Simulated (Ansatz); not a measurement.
## A series in volume scale on P

Plane-wave DFT, scalar-relativistic PAW made under PBE with cores redone for the functional, no dispersion; the given relaxed cell is scaled uniformly, energy at zero smearing counts from the unscaled cell, pressure at the given Fermi-Dirac smearing is positive in compression. The results are calculated, by Ansatz 0.2.0.

The cell before it is scaled or strained (space group P6_3/mmc, No. 194):
```
P
1.0
      2.6062     0.0000     0.0000
     -1.3031     2.2570     0.0000
      0.0000     0.0000     9.5807
P
4
Direct
  0.00000 1.00000 0.00000
  0.00000 0.00000 0.50000
  0.33333 0.66667 0.25000
  0.66667 0.33333 0.75000
```

Settings of every row: spin polarised no; functional PBEsol; wave cutoff 420 eV; smearing width 0.1 eV; k mesh 16x16x4.

Atom starting moment: 0 on all atoms.

Limits: the cell comes from a prototype or a list of computed structures and needn't be the stable phase.

| row | volume scale | V (Å³/atom) | energy change per atom (meV) | pressure (GPa) |
| --- | --- | --- | --- | --- |
| 1 | 0.88 | 12.398 | 77.62 | 16.68 |
| 2 | 0.92 | 12.962 | 31.42 | 9.94 |
| 3 | 0.96 | 13.525 | 6.78 | 4.39 |
| 4 | 1.04 | 14.652 | 7.98 | -3.95 |
| 5 | 1.08 | 15.216 | 27.98 | -7.04 |
| 6 | 1.12 | 15.78 | ? | ? |

Question: what energy change per atom and pressure should row 6 give?

Worked fit of energy change per atom. Take u = (V_r/V)^(2/3) − 1 with V_r = 13.525 Å³ an atom, which is twice the finite (Eulerian) strain; such expansions in the strain, on which the Birch-Murnaghan equation of state is built, carry the rest volume and the bulk modulus. The shown rows have u = 0.05972, 0.02875, 0, -0.05196, -0.07553. Least squares give energy change per atom = 6.826 + 539.27 × u + 10837.5 × u² meV; a straight line predicts inner rows, each left out in turn, worse (root mean square 22 against 0.16 meV). The rows lie off it by -0.06, 0.13, -0.05, -0.09, 0.06 (root mean square 0.083 meV). Its lowest point lies at u = -0.0249, or V = 14.05 Å³ an atom, and the curvature there gives the bulk modulus at fixed shape and fractions, B = (4/9)(1 + u)² E″(u)/V = 104 GPa. Letting shape and atoms relax would as a rule lower it, by much in layered, chain or molecular crystals. The withheld row has u = -0.09769, so the fit gives 6.826 + 539.27 × (-0.09769) + 10837.5 × (-0.09769)² = 57.57 meV.

The calculation gave 57.74 meV. The fit lies 0.17 meV (0.24 % of the column's range) below it; its largest miss of a shown row is 0.13 meV. This row lies beyond the range of the fit.

Worked fit of pressure. Take u = (V_r/V)^(2/3) − 1 with V_r = 13.525 Å³ an atom, which is twice the finite (Eulerian) strain; such expansions in the strain, on which the Birch-Murnaghan equation of state is built, carry the rest volume and the bulk modulus. The shown rows have u = 0.05972, 0.02875, 0, -0.05196, -0.07553. Least squares give pressure = 4.391 + 181.66 × u + 402.5 × u² GPa; a straight line predicts inner rows, each left out in turn, worse (root mean square 0.83 against 0.012 GPa). The rows lie off it by 0.00, -0.01, 0.00, 0.01, -0.01. The pressure vanishes at u = -0.0256, or V = 14.06 Å³ an atom, and there the bulk modulus at fixed shape and fractions is B = −V dP/dV = (2/3)(1 + u) dP/du = 105 GPa. Letting shape and atoms relax would as a rule lower it, by much in layered, chain or molecular crystals. The withheld row has u = -0.09769, so the fit gives 4.391 + 181.66 × (-0.09769) + 402.5 × (-0.09769)² = -9.51 GPa.

The calculation gave -9.58 GPa. The fit lies 0.07 GPa (0.27 % of the column's range) above it; its largest miss of a shown row is 0.01 GPa. This row lies beyond the range of the fit.
